Office hours: what mean field costs and misses for ortho-hydrogen

Student: You gave us kT_c = 19Γ/(4 ln 2) for J = 1 hydrogen on the fcc lattice and said that mean field is cheap. Cheap compared with what, and wrong by how much?

Lecturer: First the result, with conventions. Gaussian units; Q = ½∫ρ(3z² − r²) in the molecular frame; R is the nearest-neighbour distance; Γ = 6Q²/(25R⁵). Two linear quadrupoles interact as (3Q²/4R⁵)·F, with F = 1 − 5c₁² − 5c₂² + 2c₁₂² − 20c₁c₂c₁₂ + 35c₁²c₂². Here c₁ and c₂ are the cosines of the axes with the bond and c₁₂ is the cosine between the axes. A J = 1 rotor with J_z = 0 along a local axis has ⟨P₂⟩ = 2/5, so a pair of such states has energy (Γ/2)F. In Pa3 the four sublattices point along the four body diagonals, and on every bond one cosine vanishes, the other has square 2/3, and c₁₂² = 1/9. So F = −19/9, and a bond gives −(19/18)Γ.

Student: Six bonds per molecule, −(19/3)Γ. And at finite temperature?

Lecturer: Define σ = 1 − (3/2)J_z², which is 1 for J_z = 0 and −1/2 for J_z = ±1, and s = ⟨σ⟩. The threefold site axis makes the average field axial. The energy per molecule is −(19/3)Γs², each molecule feels −(38/3)Γsσ, and the gap is 3/2 of that coefficient, 19Γs. The populations are p₀ = (1 + 2s)/3 and p = (1 − s)/3 twice, and f = −(19/3)Γs² + kT(p₀ ln p₀ + 2p ln p). Stationarity gives ln[(1 + 2s)/(1 − s)] = 19Γs/kT. At s = 1/2 this reads kT = 19Γ/(4 ln 2), and there f(1/2) − f(0) = −(19/12)Γ + (kT/3) ln 2 = 0. The branches cross at kT* = 6.85Γ, and s jumps from 0 to 1/2. I write T* because I am about to question whether it is a transition.

Student: You have no exact answer on fcc to grade it against.

Lecturer: So we build a model that has one. Freeze the Pa3 axes and keep only the term that mean field uses, −J Σ σᵢσⱼ over bonds, with zJ = 38Γ/3 for z neighbours. Put σ = 1/4 + (3/4)τ with τ = ±1; the state τ = −1 has degeneracy 2 = √2·exp(−τ ln 2/2). Expanding the product gives Ising weights exp(K Σ τᵢτⱼ + H Σ τᵢ) with K = (9/16)J/kT and H = (3/16)zJ/kT − (ln 2)/2, that is

K = (3 ln 2/2z)(T*/T), H = (ln 2/2)(T*/T − 1), s = 1/4 + (3/4)m, m = ⟨τ⟩.

The field H vanishes exactly at T*, on any lattice.

Student: Then T* is exact for this model, and the question is closed.

Lecturer: The location is exact and free. By up-down symmetry s either jumps between 1/4 ± (3/4)m* at T* or passes smoothly through 1/4. Mean field has a jump because zK = 1.040 exceeds 1, with m* = 1/3. That margin is thin. So I grade two other quantities. One is the steepness at T*: where m = 0, T ds/dT = −(3/8) ln 2·χ, with χ = ∂m/∂H = Σ_r ⟨τ₀τ_r⟩. The other is s well inside the ordered side, at T*/2. The solvable case is the chain, z = 2 with the same zJ, for which mean field predicts exactly what it predicts for fcc.

Student: Solve it.

Lecturer: The transfer matrix has diagonal elements exp(K ± H) and off-diagonal elements exp(−K), so λ± = e^K cosh H ± √(e^(2K) sinh²H + e^(−2K)). Differentiating, ∂ ln λ±/∂H = ±m∞, with m∞ = sinh H/√(sinh²H + e^(−4K)). At T*, K = (3/4) ln 2 and χ = e^(2K) = 2√2 = 2.828, so T ds/dT = −0.735, with no jump. At T*/2, K = (3/2) ln 2 and H = (ln 2)/2, so sinh²H = 1/8, e^(−4K) = 1/64, m∞ = √(8/9) and s = 0.9571. The ratio λ₋/λ₊ is t = (2√2 − 1)/(2√2 + 1) = 0.4776 at T*, where it equals tanh K, and by an accident of these numbers it is the same at T*/2. The correlation length is ξ = 1/ln(1/t) = 1.353 sites at both temperatures.

Student: A 2×2 matrix beats any method you can name. So does the Bethe approximation, which is exact on a chain.

Lecturer: Granted, and for that reason the chain cannot grade them: they win because it has no loops, while each fcc bond lies in four triangles. I use the matrix as referee only. The contestants work as they would on fcc, by visiting configurations, and the unit of work is one weight update: flip or redraw one τ, read its neighbours, update a Boltzmann weight. Method A is cluster mean field. Take L = 2k + 1 sites, sum over their configurations exactly, and replace each outside neighbour by the mean m of the centre site. L = 1 is our lecture result. Method B sums exactly over a periodic ring of L sites. Method C samples that ring by heat-bath Monte Carlo.

Student: Work and memory?

Lecturer: In Gray-code order successive configurations differ by one flip, so A and B cost 2^L updates and hold L bits plus a few accumulators. At T* the symmetry would halve both; I ignore that. For the slope, A needs no iteration. For s(T*/2) the self-consistent field couples only to B = τ₁ + τ_L, so one pass fills six bins labelled by B and the centre spin, and each iteration reweights six numbers. For L = 1 an iteration costs two weights and contracts the offset by 0.068; larger clusters contract faster, and three iterations from full order leave less than 10⁻⁵. The work is 6 for L = 1 and 2^L + 18 otherwise. If you want all temperatures from one pass, bin by bond sum and M = Σ τ as well: about L²/2 numbers for B, six times that for A. C costs its U updates and holds L bits.

Student: Now the deviations.

Lecturer: The ring has Z = λ₊^L + λ₋^L, so m_L = m∞(1 − t^L)/(1 + t^L), and at H = 0 the same factor multiplies χ. The relative deviation is −2t^L/(1 + t^L) for the slope. For s(T*/2) multiply by (3/4)m∞/s = 0.7388, which gives −1.48 t^L for large L.

For the cluster at T*, the open chain has ⟨τᵢτⱼ⟩ = t^|i−j|. The centre responds to H with (1 + t − 2t^(k+1))/(1 − t) and to the two end fields Km with 2t^k·Km. Solving for m,

χ_A/χ = [1 − 2t^(k+1)/(1 + t)]/(1 − 2K t^k) → 1 + 0.393 t^k.

For k = 0 the denominator is negative: that instability is the jump. For k ≥ 1 it is positive, so three sites already remove it. At T*/2 let y be exp(2 × field) on a site with its inner bond cut. The end site has y₀ = 2·8^m, summing out one site maps y to 2(8y + 1)/(y + 8), and after k steps the centre has m = 1 − 2/(y_k²/2 + 1). The map has fixed points y± = 4 ± 3√2, and (y − y₊)/(y − y₋) shrinks by t per step. Linearising about y₊ gives a deviation in s of +0.037 t^k. For k = 0 the root is s = 0.9875.

Student: So the cluster converges as t^(L/2) and the ring as t^L.

Lecturer: Yes: the false boundary is L/2 away, the periodic image L away. Eliminating L from 2^L, the work for a relative deviation ε grows as ε^(−ξ ln 2) = ε^(−0.94) for the ring and ε^(−1.88) for the cluster. Relative deviations from the exact chain, in per cent:

L    2^L     slope A   slope B   s, A     s, B
1    2       jump      .         +3.18    .
3    8       +37.3     −19.6     +1.68    −14.5
4    16      .         −9.89     .        −7.31
5    32      +11.8     −4.85     +0.83    −3.58
6    64      .         −2.35     .        −1.73
7    128     +4.83     −1.13     +0.40    −0.83
8    256     .         −0.54     .        −0.40
9    512     +2.16     −0.26     +0.19    −0.19
10   1024    .         −0.12     .        −0.091
11   2048    +1.00     −0.059    +0.092   −0.044
13   8192    +0.47     −0.013    +0.044   −0.0099

I keep to odd clusters, which have a centre. The entry +1.00 lies just above 1 per cent.

Student: The exponent says the ring wins, yet in the last two columns the cluster leads for a long while.

Lecturer: Prefactors. On the ordered side a neighbour is almost always in J_z = 0, so replacing it by its mean costs little, 0.037, whereas a short ring turns over as a whole too easily, 1.48. Setting 0.037 t^k = 1.48 t^(2k+1) gives k = 4.0, the tie at L = 9. At T* the neighbours fluctuate fully, the cluster prefactor is ten times larger, and the ring leads from the first row.

Student: And Monte Carlo? You will say 1/√U and hide the constant.

Lecturer: We can bound it. At H = 0 the estimator is χ = ⟨M²⟩/L. A heat-bath draw gives τᵢ the mean tanh[K(τᵢ₋₁ + τᵢ₊₁)] = (γ/2)(τᵢ₋₁ + τᵢ₊₁), with γ = tanh 2K = 7/9. The sums G_r = Σᵢ τᵢτᵢ₊ᵣ therefore obey a closed linear equation: the expected change per random-site update is [−2G_r + γ(G_(r−1) + G_(r+1))]/L, with G₀ = G_L = L fixed. Its decay rates are 2[1 − γ cos(πp/L)]/L, p = 1 … L − 1, all above (4/9)/L. Since M² = L + Σ G_r, it contains only these modes, and detailed balance makes their weights non-negative. A mode of rate κ per update inflates the variance of an average by 2/κ − 1 < 9L/2. The static ratio Var(M²)/⟨M²⟩² follows from four derivatives of Z: it is 1.01 at L = 8 and 2 − 8.13/L for long rings, below 2. So the relative standard deviation is at most 3√(L/U), equilibration not counted.

Student: That is a ceiling. You cannot convict a method on a ceiling.

Lecturer: Then take an optimistic figure too: pretend that every sweep of L updates yields an independent sample. For 1 per cent on the slope the ring must have L ≥ 8, and even with the bias forgiven U = 1.01 × 8/ε² = 8.1×10⁴. The ceiling, asking bias plus one standard deviation to stay under 1 per cent, is least at L = 11, with U = 1.1×10⁶. Enumeration costs 256. For s(T*/2), ∂m∞/∂H = 2√2/9 = 0.314, and the same pretence gives a relative spread 0.44/√U, or 1.9×10³ updates for 1 per cent, against 50 for the cluster. The work grows as ε^(−2) times a logarithm, faster than either enumeration.

Student: Then pick.

Lecturer: Cheapest choice for a stated accuracy, with work in updates and the runner-up in brackets:

location of T*, any accuracy: single-site mean field, closed form
slope, 5 %: ring of 5, 32 (cluster of 7, 128)
slope, 1 %: ring of 8, 256 (cluster of 13, 8192)
slope, 0.1 %: ring of 11, 2048
s(T*/2), 5 %: single-site mean field, 6 (cluster of 3, 26; ring of 5, 32)
s(T*/2), 2 %: cluster of 3, 26 (ring of 6, 64)
s(T*/2), 1 %: cluster of 5, 50 (ring of 7, 128)
s(T*/2), 0.1 %: ring of 10, 1024 (cluster of 11, 2066)

Best choice inside a budget:

10 updates: slope, ring of 3; s, single-site mean field
100: slope, ring of 6; s, cluster of 5
1000: slope, ring of 9; s, a tie between cluster of 9 (530) and ring of 9 (512)
10⁴: ring of 13 for both
10⁶: ring of 19 (524288 updates), slope off by 1.6×10⁻⁶, where Monte Carlo is guaranteed only about 1 per cent

Student: Monte Carlo loses every line, yet people simulate crystals with it. Your benchmark is rigged.

Lecturer: It is one-dimensional, and that is the part which does not transfer. Enumeration grows as ε^(−ξ ln 2) on a chain, so it already loses in exponent once ξ exceeds 2/ln 2 = 2.89. In d dimensions a periodic box needs an edge of order ξ ln(1/ε), hence N of order [ξ ln(1/ε)]^d sites, and 2^N outgrows any power of 1/ε, while sampling costs a constant times N/ε². Borrow the chain's constant 9 for illustration: at 1 per cent, 2^N passes 9N/ε² at N = 21. A molecule with its 12 neighbours costs 8192 updates and is cheap to enumerate. The periodic cube of 2×2×2 fcc cells has 32 sites and costs 4.3×10⁹, against 2.9×10⁶ for sampling, a ratio of 1.5×10³. A constant a hundred times larger would not reverse that. What transfers is the pattern: mean field for the location and the ordered side, something that keeps fluctuations for the neighbourhood of T*.

Student: But the chain has two neighbours. With twelve, mean field should be nearly right and the jump should survive.

Lecturer: Test it on a loop-free lattice with z = 12, which is again solvable: there are z(z − 1)^(r−1) sites at distance r, each correlated by t₁₂^r with t₁₂ = tanh K. At T*, K = (ln 2)/8, t₁₂ = 0.08643 and 11t₁₂ = 0.9507, below 1. The series converges to χ = (1 + t₁₂)/(1 − 11t₁₂) = 22.0, so T ds/dT = −5.7: steep, but continuous. For fcc itself, Fisher's inequality bounds ⟨τ₀τ_r⟩ at H = 0 by the sum of t₁₂^n over self-avoiding walks of n steps from 0 to r, and there are at most 12·11^(n−1) such walks from a site. So χ ≤ 22.0 on fcc. The frozen-axis model has no jump there either; the margin of 1.040 over 1 is eaten by the first fluctuation correction.

Student: That cannot be the physics. Pa3 breaks the fcc symmetry, so there must be a real transition.

Lecturer: Correct, and it shows the limit of the benchmark. By freezing the axes we broke the symmetry by hand, so nothing is left to break. We also dropped most of the coupling. In the basis of Cartesian J = 1 states x, y, z the pair operator is ⟨ab|V|cd⟩ = (Γ/6)R⁵ ∂_a∂_b∂_c∂_d(1/R). Its eigenvalues are 6Γ, Γ twice, −4Γ twice and four zeros, so Tr V² = 70Γ² and the mean square over nine states is 7.78Γ². The kept term has (19/18)²(1/2)²Γ² = 0.279Γ², since σ² averages to 1/2. That is 3.6 per cent of the total. The rest averages to zero in the Pa3 mean field, which is why −19/3 is the correct mean-field energy, but it drives librons and short-range order, and it dominates the fluctuations of the disordered phase. Keeping it means vectors of 3^N amplitudes, 1.6×10⁶ for the 13-molecule cluster, or 9^N memory and 27^N work for dense diagonalisation. The tables grade how well each method sums the fluctuations that it is given. They say nothing on those left out.

Student: Then what do I do for compressed ortho-hydrogen?

Lecturer: Use scaling, which costs nothing. Within any quadrupole-only J = 1 model on a rigid lattice everything depends on kT/Γ, and at fixed Q, Γ ∝ R⁻⁵ ∝ ρ^(5/3) in the density ρ. One calculation, or one stored histogram, serves every density, and each percentage above is independent of ρ. With typical values Q ≈ 0.485 e·a₀² and R ≈ 3.79 Å at zero pressure, the model has Γ = 0.657 cm⁻¹, or 0.946 K, a gap 19Γ = 12.5 cm⁻¹ and T* = 6.5 K. At 1.5 times that density the factor is 1.966 and T* = 12.7 K; at twice the density it is 3.175 and T* = 20.6 K. The gap is then 40 cm⁻¹, or 0.067 of the J = 1 → 3 spacing 10B = 590 cm⁻¹ for a typical B ≈ 59 cm⁻¹, so J is still a fair quantum number.

Student: And the solid itself?

Lecturer: Those temperatures are the model's. As typical knowledge, nearly pure ortho-H₂ at zero pressure orders near 3 K, so the model is high by about a factor of two, and the ordering typically comes with a change from hcp to fcc that a fixed lattice cannot show. Short-range order lowers the free energy of the disordered phase, and zero-point motion of the molecular centres changes the effective Γ; neither is in our formula. A miss of that size is far beyond the 3.18 per cent that separates single-site mean field from the exact frozen-axis chain at T*/2. Spending 1024 updates to reach 0.1 per cent on the truncated coupling buys nothing for hydrogen. Take the closed form for the scale and its ρ^(5/3) growth, and put any real budget into the 96 per cent of the coupling that the frozen axes discard.